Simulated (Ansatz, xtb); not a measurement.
**C2H4BFO2: which of two isomers lies lower**

Structure I: `FB1OCCO1`, a singlet. Structure II: `C=COB(O)F`, a singlet. Both are isolated molecules in the gas phase, relaxed with PBE-D3(BJ)/def2-SVP; the shapes shown needn't be the lowest conformers.

I (Å):

```xyz
10

C    -0.3242   -1.4612    2.3063
C     0.5925   -0.2085    2.3619
B    -1.3320    0.2837    1.3085
F    -2.2554    0.9881    0.6633
O    -1.4240   -1.0772    1.4714
O    -0.2161    0.8635    1.8612
H     0.1846   -2.3475    1.8748
H    -0.7116   -1.7424    3.3101
H     0.9361    0.0275    3.3900
H     1.4914   -0.3174    1.7161
```

II (Å):

| atom | x (Å) | y (Å) | z (Å) |
| --- | --- | --- | --- |
| C | 2.8450 | 1.0314 | -0.6805 |
| C | 1.7512 | 0.4074 | -0.2187 |
| B | 0.4965 | -0.5349 | 1.6011 |
| F | 0.4719 | -0.7771 | 2.9216 |
| O | 1.6042 | 0.1024 | 1.1100 |
| O | -0.5359 | -0.9081 | 0.7913 |
| H | 2.9291 | 1.2601 | -1.7510 |
| H | 3.6632 | 1.3198 | -0.0045 |
| H | 0.9106 | 0.1029 | -0.8663 |
| H | -1.2466 | -1.3486 | 1.2888 |

Energies in hartree; the thermal terms are from PBE-D3(BJ)/def2-SVP harmonic frequencies (ideal gas, rigid rotor, one conformer each, 298.15 K, 1 atm) and include the zero-point energy:

```
                              I           II
E, CCSD(T)/def2-SVP  −352.747430  −352.742179
    E, MP2/def2-SVP  −352.688684  −352.683094
  E, MP2/def2-TZVPP  −353.350932  −353.346342
  zero-point energy     0.071124     0.067633
       H(298 K) − E     0.077299     0.075071
       G(298 K) − E     0.042723     0.037073
```

Task: Correct the CCSD(T) difference for the basis set by the MP2 change, then work out ΔE, ΔE₀, ΔH and ΔG for I → II in kcal/mol (1 Eh = 627.51 kcal/mol) and the equilibrium ratio [II]/[I].

Result: 1. Differences II − I: CCSD(T) +0.005251, MP2 in the small set +0.005590, MP2 in the large set +0.004590 Eh.
2. ΔE = +0.005251 + (+0.004590 − (+0.005590)) = +0.004251 Eh = +2.67 kcal/mol.
3. ΔE₀ = ΔE + ΔZPE = +0.004251 + (−0.003491) Eh = +0.48 kcal/mol.
4. ΔH = ΔE + (−0.002228) Eh = +1.27 kcal/mol.
5. ΔG = ΔE + (−0.005650) Eh = −0.88 kcal/mol, so ΔS = (ΔH − ΔG)/T = +30.1 J/(mol K).
6. kT = 0.9442 mEh, so K = [II]/[I] = exp(−ΔG/kT) = exp(+1.48) ≈ 4.4.

The two are too close for this level to say which is favoured. An error of 1 kcal/mol in ΔG would change K by a factor of 5.4. Mirror images and further conformers aren't counted.

As drawn, II has 1 C=C, 1 O–H in place of 1 C–O, 1 C–C, 1 C–H. Structure I has a 5-membered ring, II no ring.

Other levels gave ΔE = +14.5 (GFN2-xTB); +47.0 (HF/STO-3G, GFN2-xTB geometries); +5.4 (r2SCAN-D4/def2-SVP, GFN2-xTB geometries); +5.1 (PBE-D3(BJ)/def2-SVP); +2.9 (HF/def2-SVP); +3.5 (MP2/def2-SVP); +3.3 (CCSD(T)/def2-SVP) kcal/mol. The correlated steps freeze 6 core orbitals. Programs: Ansatz 0.2.0, xtb 6.7.1.

The cyclic ester I has the lower electronic energy at every level listed, but vibration and entropy remove that preference, and the sign changes only in the free energy. Both isomers keep the B–F bond and two B–O bonds, with oxygen and fluorine lone pairs donating into the empty boron p orbital, so the contest lies mainly in the carbon skeleton. Trading σ bonding for a C=C π bond and an O–H bond normally costs energy. Here the cost is small, probably because opening the ring relieves angle strain at boron and eclipsing along the C–C bond, while the vinyl oxygen conjugates with the new double bond.

The open chain also replaces stiff ring deformations with soft torsions, which lowers the zero-point energy and raises the entropy by +30.1 J/(mol K). The outlying +47.0 kcal/mol from HF/STO-3G probably reflects a minimal basis too inflexible to describe the π bond and the σ framework evenly. The ratio says nothing about the rate of interconversion, which requires C–O cleavage and a hydrogen shift.
